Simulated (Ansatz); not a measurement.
**CdTe under several functionals and dispersion corrections (calculated)**

Starting cell:

```
Cd Te
1.0
     0.00000    3.20500    3.20500
     3.20500    0.00000    3.20500
     3.20500    3.20500    0.00000
Cd Te
1 1
Cartesian
  0.0000 0.0000 0.0000
  1.6025 1.6025 1.6025
```

Ansatz, plane waves and PAW, scalar-relativistic (no spin–orbit coupling), 6×6×6 k-mesh. No spin polarisation. In the setting of the table the starting cell (space group F-43m) has 4.533 × 4.533 × 4.533 Å, angles 60.0 / 60.0 / 60.0°. Each functional was followed to zero pressure by scaling the cell, shape and atoms held, then fitted over four more volumes within ±4 % of it.

Order the functionals by equilibrium volume, smallest first.
A. BLYP
B. revPBE
C. r2SCAN + D3(BJ)-ATM
D. rPW86-PBE + rVV10
E. PBE + D4

E (34.58 Å³/atom), C (34.75 Å³/atom), D (36.28 Å³/atom), B (37.46 Å³/atom), A (38.66 Å³/atom).

What are the cells and stiffnesses?


```
         functional  V0 (Å³/atom)                                                 cell  B0 (GPa)  B′ from the pressures  gap on the mesh  cutoff (eV)
               BLYP         38.66  4.782 × 4.782 × 4.782 Å, angles 60.0 / 60.0 / 60.0°        29                    4.9          0.28 eV          420
r2SCAN + D3(BJ)-ATM         34.75  4.615 × 4.615 × 4.615 Å, angles 60.0 / 60.0 / 60.0°        42                    4.6          1.21 eV          500
             revPBE         37.46  4.733 × 4.733 × 4.733 Å, angles 60.0 / 60.0 / 60.0°        32                    4.8          0.60 eV          420
  rPW86-PBE + rVV10         36.28  4.682 × 4.682 × 4.682 Å, angles 60.0 / 60.0 / 60.0°        37                    4.7          0.35 eV          420
           PBE + D4         34.58  4.607 × 4.607 × 4.607 Å, angles 60.0 / 60.0 / 60.0°        40                    4.8          0.72 eV          420
```

The volumes span 11.8 %, from PBE + D4 to BLYP. The stiffness doesn't follow the volume steadily: stiffest r2SCAN + D3(BJ)-ATM (42 GPa at 34.75 Å³/atom), softest BLYP (29 GPa at 38.66 Å³/atom), yet r2SCAN + D3(BJ)-ATM is stiffer than PBE + D4 in a larger cell (42 against 40 GPa).

Caveats: gaps at these levels are rough, and mostly too small.

Points behind the fit for revPBE:

```
V (Å³/atom)  E − Emin (meV/atom)  P (GPa)
     35.980                 6.20     1.39
     36.730                 1.45     0.65
     37.479                 0.00    -0.02
     38.229                 1.50    -0.61
     38.979                 5.62    -1.14
```

The two functionals without a dispersion term, revPBE and BLYP, give the largest and softest cells, which may reflect the missing attraction between polarisable ions, their more repulsive exchange, or both. Lattice expansion weakens the polar-covalent Cd-Te bonds, so the bulk modulus falls with volume in every row except r2SCAN + D3(BJ)-ATM, which is slightly stiffer than the marginally smaller PBE + D4 cell.

The gap doesn't follow volume as simply. In CdTe the valence-band top is mainly Te 5p and the conduction-band bottom is antibonding with strong Cd 5s character, so stretching the bonds should narrow the gap. BLYP, with the largest cell and 0.28 eV, fits this, but r2SCAN + D3(BJ)-ATM and revPBE both lie above the gap of the next smaller cell. Spin-orbit splitting of the Te 5p states would raise the valence-band top and reduce all these gaps further. Separating the effect of dispersion on the volume would need each parent functional with and without its correction.
